# Appendix A. Two-step diffusion when $D_1t_1$ is comparable to $D_2t_2$

The calculation in section A.2 is wrong, and its results must not be used. It is reproduced because the mistake is a natural one, conserves the dose, and therefore survives a comparison with sheet resistance. Sections A.3 to A.6 give the symptoms, the faulty line, the exact solution and the size of the error.

## A.1 Model and inputs

Silicon fills $x>0$. The boron concentration $C(x,t)$ obeys $\partial_t C=D\,\partial_x^2C$, with $D$ independent of $x$ and $C$. If $D$ changes in time, as in a temperature ramp, $Dt$ stands for $\int D\,dt$. In step 1 (predeposition) a borosilicate glass holds the surface at $C_1$. The glass is then removed, a thin oxide is grown, and step 2 is an anneal under that oxide. The oxide is idealised as a seal, $\partial_xC(0,t)=0$. The junction depth $x_j$ is defined by $C(x_j)=N_B$, where $N_B$ is the donor density of the n-type wafer. We write

$$a=D_1t_1,\qquad b=D_2t_2,\qquad T=a+b,\qquad U=\sqrt{a/b}.$$

The inputs are illustrative, for two steps near 1000 °C: $C_1=5\times10^{19}$ cm$^{-3}$, $N_B=2.5\times10^{15}$ cm$^{-3}$, $D_1=4.5\times10^{-14}$ cm$^2$/s for 40 min, and $D_2=3.0\times10^{-14}$ cm$^2$/s for 20 min. The diffusivities are effective constants, three times and twice a typical intrinsic value of about $1.5\times10^{-14}$ cm$^2$/s. They and $C_1$ were chosen so that the final depth and sheet resistance fall in the range typical of boron emitters on n-type cells. Then $a=1.08\times10^{-10}$ cm$^2=0.0108$ µm$^2$, $b=3.6\times10^{-11}$ cm$^2=0.0036$ µm$^2$, $T=0.0144$ µm$^2$, $U=\sqrt3$ and $N_B/C_1=5\times10^{-5}$.

Step 1 leaves

$$C(x,t_1)=C_1\,\mathrm{erfc}\frac{x}{2\sqrt a},\qquad Q=\int_0^\infty C\,dx=2C_1\sqrt{a/\pi}=5.86\times10^{14}\ \mathrm{cm^{-2}}.\tag{A1}$$

A unit sheet of dopant placed at a sealed surface spreads, after a diffusion age $s=Dt$, into

$$K(x,s)=\frac{1}{\sqrt{\pi s}}\exp\!\left(-\frac{x^2}{4s}\right),\qquad\int_0^\infty K\,dx=1.\tag{A2}$$

## A.2 The wrong attempt

1. The surface is sealed in step 2, so the dose stays at $Q$.
2. The predeposited boron is treated as a sheet, $C(x,t_1)\to Q\,\delta(x)$, with the whole weight of the delta function inside the silicon.
3. The anneal then gives the Gaussian
$$C_G(x)=Q\,K(x,b)=\frac{2U}{\pi}\,C_1\exp\!\left(-\frac{x^2}{4b}\right).\tag{A3}$$
4. The surface concentration is $C_G(0)=1.103\,C_1=5.51\times10^{19}$ cm$^{-3}$ (wrong).
5. The junction depth is $x_j=2\sqrt b\,\{\ln[C_G(0)/N_B]\}^{1/2}=0.120\ \text{µm}\times\sqrt{10.00}=0.379$ µm (wrong).

Taken alone, neither number looks alarming. The sheet resistance gives no warning either. With a constant hole mobility $\mu$ and $N_B$ neglected it is $1/(q\mu Q)$, which depends on the dose only. A typical dose-averaged value $\mu\approx70$ cm$^2$/(V s) gives $1.5\times10^{2}$ Ω/sq for the wrong profile and the right one alike. Only the variation of mobility with doping separates the two.

## A.3 Symptoms

**The surface concentration has risen.** With no source and no flux through the surface, the diffusion equation cannot raise the maximum of $C$. The maximum at the start of step 2 is $C_1$, yet (A3) returns $1.103\,C_1$. The violation appears for every $U>\pi/2$, and $C_G(0)$ diverges as $t_2\to0$, where it should tend to $C_1$.

**The junction has moved backwards.** Before the anneal, (A1) puts the junction at $\mathrm{erfc}\,z=5\times10^{-5}$, so $z=2.868$ and $x_j=2\sqrt a\,z=0.596$ µm. The attempt places it at 0.379 µm after a further 20 min of diffusion. Section A.5 shows that $C$ can only grow during the anneal at any depth beyond $\sqrt{2T}=0.17$ µm, so the junction has to advance.

**The profile has become narrower.** Two integrations by parts under the no-flux condition give $d\langle x^2\rangle/d(Dt)=2$ for the dose-weighted mean square depth. The erfc profile starts with $\langle x^2\rangle=4a/3$, so the final value must be
$$\langle x^2\rangle=\tfrac43a+2b.\tag{A4}$$
Equation (A3) has only $2b$. The rms depths are 0.120 µm before the anneal, 0.147 µm after it, and 0.085 µm in the attempt. Equation (A3) violates (A4) at every $U$, so this test also works for $U<\pi/2$, where the first symptom is silent.

## A.4 The faulty line

Line 1 is correct, and lines 3 to 5 follow correctly from line 2. The fault is line 2. A sheet can stand in for the initial profile only if the width of that profile is small against the distance the anneal spreads it. By (A4) the discarded part of the mean square depth, relative to the part kept, is $(4a/3)/(2b)=2U^2/3$. Here this ratio is 2, so the discarded term is twice the retained one. Line 2 keeps the boron that entered in step 1 and erases the diffusion it underwent during step 1.

## A.5 The mended calculation

Let $\tau$ be the accumulated $Dt$ since the start of step 1. While the source acts, the dose is $2C_1\sqrt{\tau/\pi}$, so boron enters at the rate $dQ/d\tau=C_1/\sqrt{\pi\tau}$. In step 2 the rate is zero. The surface flux is thus known for the whole process, and the problem with zero initial concentration and prescribed flux has a unique bounded solution. By linearity this solution is a sum of sheets. The sheet that enters at $\tau$ has age $T-\tau$ at the end and contributes through (A2):

$$C(x)=\int_0^{a}\frac{C_1}{\sqrt{\pi\tau}}\,K(x,T-\tau)\,d\tau=\frac{C_1}{\pi}\int_0^a\frac{\exp[-x^2/4(T-\tau)]}{\sqrt{\tau(T-\tau)}}\,d\tau.\tag{A5}$$

The ages run from $b$ to $T$. The wrong attempt gives every sheet the youngest age $b$. Since $\partial_sK>0$ for $s<x^2/2$, each sheet contributes a growing amount throughout the anneal wherever $x^2>2T$, which proves the statement used in A.3.

Substitute $u^2=\tau/(T-\tau)$. Then
$$\tau=\frac{Tu^2}{1+u^2},\qquad T-\tau=\frac{T}{1+u^2},\qquad d\tau=\frac{2Tu\,du}{(1+u^2)^2},\qquad\sqrt{\tau(T-\tau)}=\frac{Tu}{1+u^2},$$
and $\tau=a$ maps to $u=\sqrt{a/b}=U$. The result is

$$C(x)=\frac{2C_1}{\pi}\int_0^{U}\frac{e^{-\beta(1+u^2)}}{1+u^2}\,du,\qquad\beta=\frac{x^2}{4(D_1t_1+D_2t_2)}.\tag{A6}$$

This is the Smith integral, tabulated by R. C. T. Smith (1953) for the equivalent heat-conduction problem. It equals $4C_1\,\mathcal T(\sqrt{2\beta},U)$, where $\mathcal T(h,U)=(2\pi)^{-1}\int_0^U e^{-h^2(1+u^2)/2}(1+u^2)^{-1}du$ is Owen's function, so statistical libraries evaluate it directly.

**Surface.** At $\beta=0$,
$$C(0)=\frac{2C_1}{\pi}\arctan U<C_1.\tag{A7}$$

**Short anneal, $U\gg1$.** With the upper limit at infinity, the $\beta$ derivative of $(2/\pi)\int_0^\infty e^{-\beta(1+u^2)}(1+u^2)^{-1}du$ is $-e^{-\beta}/\sqrt{\pi\beta}$. This is also the derivative of $\mathrm{erfc}\sqrt\beta$, and both functions vanish as $\beta\to\infty$, so they are equal. Hence
$$C(x)=C_1\,\mathrm{erfc}\frac{x}{2\sqrt T}-\frac{2C_1}{\pi}\int_U^\infty\frac{e^{-\beta(1+u^2)}}{1+u^2}\,du.\tag{A8}$$
The first term is the profile of a source left on for the whole budget $T$, and it bounds $C$ from above. Using $u^2\ge U^2+2U(u-U)$ in the exponent and $1+u^2\ge1+U^2$ in the denominator, the second term is at most $C_1e^{-\beta(1+U^2)}/[\pi\beta U(1+U^2)]$. It is negligible wherever $\beta U^2\gg1$, even at moderate $U$. The deep tail comes from the earliest sheets and is insensitive to the removal of the source.

**Long anneal, $U\ll1$.** Put $\beta_0=x^2/4b$, so that $\beta=\beta_0/(1+U^2)$. To relative order $U^2$ the integrand of (A6) is $e^{-\beta}[1-(1+\beta)u^2]$, and $e^{-\beta}=e^{-\beta_0}(1+\beta_0U^2)$. Integration gives
$$C(x)=C_G(x)\left[1+\frac{U^2}{3}(2\beta_0-1)+\dots\right].\tag{A9}$$
The Gaussian (A3) is recovered pointwise only if both $U^2\ll1$ and $\beta_0U^2\ll1$. It is too high at the surface by the fraction $U^2/3$ and too low beyond $x=\sqrt{2b}$. Setting $C=N_B$ in (A9) shifts $\beta_0$ by $U^2(2\beta_0-1)/3$, so the Gaussian junction is short by the fraction $U^2(2\beta_0-1)/(6\beta_0)$, which is close to $U^2/3$ when $\beta_0\gg1$.

**Equal budgets.** For $U=1$ the integral is elementary, $C=\tfrac12C_1\left(1-\mathrm{erf}^2\sqrt\beta\right)$, which is a convenient test of any numerical routine.

**The emitter.** For $U=\sqrt3$, $\arctan U=\pi/3$ and $C(0)=\tfrac23C_1=3.33\times10^{19}$ cm$^{-3}$. At the junction the first term of (A8) gives $\sqrt\beta=2.868$, or $\beta=8.22$. The bound on the second term is then $6\times10^{-13}$ of $N_B$, so $x_j=2\sqrt T\times2.868=0.688$ µm. All three tests are passed: $C(0)<C_1$, the junction advances from 0.596 µm, and averaging the sheet value $2(T-\tau)$ over (A5) with the weight $\tau^{-1/2}$, for which $\langle\tau\rangle=a/3$, reproduces (A4).

## A.6 Size of the error

Concentrations are in cm$^{-3}$.

| $x$ (µm) | after step 1, (A1) | exact, (A6) | wrong, (A3) | wrong/exact |
|---|---|---|---|---|
| 0 | $5\times10^{19}$ | $3.33\times10^{19}$ | $5.51\times10^{19}$ | 1.65 |
| 0.12 | $2.07\times10^{19}$ | $2.24\times10^{19}$ | $2.03\times10^{19}$ | 0.905 |
| 0.24 | $5.12\times10^{18}$ | $7.83\times10^{18}$ | $1.01\times10^{18}$ | 0.129 |
| 0.36 | $7.15\times10^{17}$ | $1.69\times10^{18}$ | $6.80\times10^{15}$ | $4.0\times10^{-3}$ |
| 0.48 | $5.45\times10^{16}$ | $2.34\times10^{17}$ | $6.20\times10^{12}$ | $2.7\times10^{-5}$ |

Within the model, the delta-source Gaussian overstates the surface concentration by 65 % and understates the junction depth by 0.31 µm, or 45 %. It describes a shallow emitter with a heavily doped surface, where the same dose forms a deep emitter with a lighter surface. Estimates of contact resistivity and surface recombination start from $C(0)$, and the margin against shunting by a fired metal contact is judged from $x_j$, so all three inherit the error.

A tempting repair replaces $b$ by $T$ in the kernel, $C=Q\,K(x,T)$, which gives every sheet the oldest age. This yields $C(0)=2.76\times10^{19}$ cm$^{-3}$, 17 % low, and $x_j=0.732$ µm, 6 % deep. The depth exceeds the upper bound of 0.688 µm set by the first term of (A8), which exposes this version too.

The surface error of (A3) depends on $U$ alone and equals $U/\arctan U-1$. It is 0.33 % at $U=0.1$, 2.9 % at $U=0.3$, 27 % at $U=1$ and 65 % at $U=\sqrt3$, and it stays below 5 % only for $D_1t_1<0.16\,D_2t_2$. A deep p-well in an integrated circuit, driven in with $D_2t_2=100\,D_1t_1$, has $U=0.1$, and there the Gaussian is adequate. An emitter whose anneal is no longer than its source step lies far outside that range.

## A.7 What the linear sealed model leaves out

Two neglected effects are comparable in size to the error above, so the third digit in the tables serves only to compare formulas.

**Boron uptake by the oxide.** Boron segregates into SiO$_2$, with a typical coefficient $m=C_{\rm Si}/C_{\rm ox}\approx0.3$. An oxide of thickness $d=10$ nm loaded at this ratio against $C(0)$ holds $d\,C(0)/m=1.1\times10^{14}$ cm$^{-2}$, which is 19 % of $Q$. Treated as a negative sheet at the start of step 2, this loss lowers the final surface value by $d\,C(0)/(m\sqrt{\pi b})=1.0\times10^{19}$ cm$^{-3}$, or 31 %. The estimate is rough, but its sign is clear. The surface is poorer than (A7) says, and the gap to the Gaussian widens. At the junction the same negative sheet is suppressed by $e^{-x_j^2/4b}=e^{-33}$. The silicon consumed by the oxide, about 0.44 of its thickness, moves the origin by 4.4 nm.

**Concentration-dependent diffusivity.** Near 1000 °C the intrinsic carrier density is typically about $n_i=7\times10^{18}$ cm$^{-3}$. At $C=C_1$ the hole density is $p/n_i=C/2n_i+\sqrt{1+(C/2n_i)^2}=7.3$, and the built-in field multiplies the flux by $1+C/\sqrt{C^2+4n_i^2}=1.96$. With the boron diffusivity roughly proportional to $p/n_i$, the effective $D$ is about 14 times the intrinsic value at the surface and falls to the intrinsic value in the tail. Real profiles are therefore flatter near the top and steeper below than (A6). A gauge of the sensitivity is the same schedule with the intrinsic $1.5\times10^{-14}$ cm$^2$/s in both steps. Then $U=\sqrt2$, (A6) gives $x_j=0.42$ µm and (A3) gives 0.27 µm. The absolute depth changes by 0.27 µm, almost as much as the error under study, while the relative shortfall of the Gaussian moves only from 45 % to 37 %. The first symptom needs no constant $D$, because a sealed, source-free anneal cannot raise the maximum concentration for any positive $D(C)$.

The values $C(0)=3.3\times10^{19}$ cm$^{-3}$, $x_j=0.69$ µm and $1.5\times10^{2}$ Ω/sq belong to the model. They lie among those typical of boron emitters (peak doping of a few $10^{19}$ cm$^{-3}$, depth 0.5 to 1 µm, roughly 100 to 200 Ω/sq) because the inputs were chosen for that purpose. Oxidised boron emitters typically show a depleted surface with the maximum some distance below it, a feature that a sealed-surface solution cannot produce, and by the estimate above the model's surface value is too high for such an emitter by some 30 %.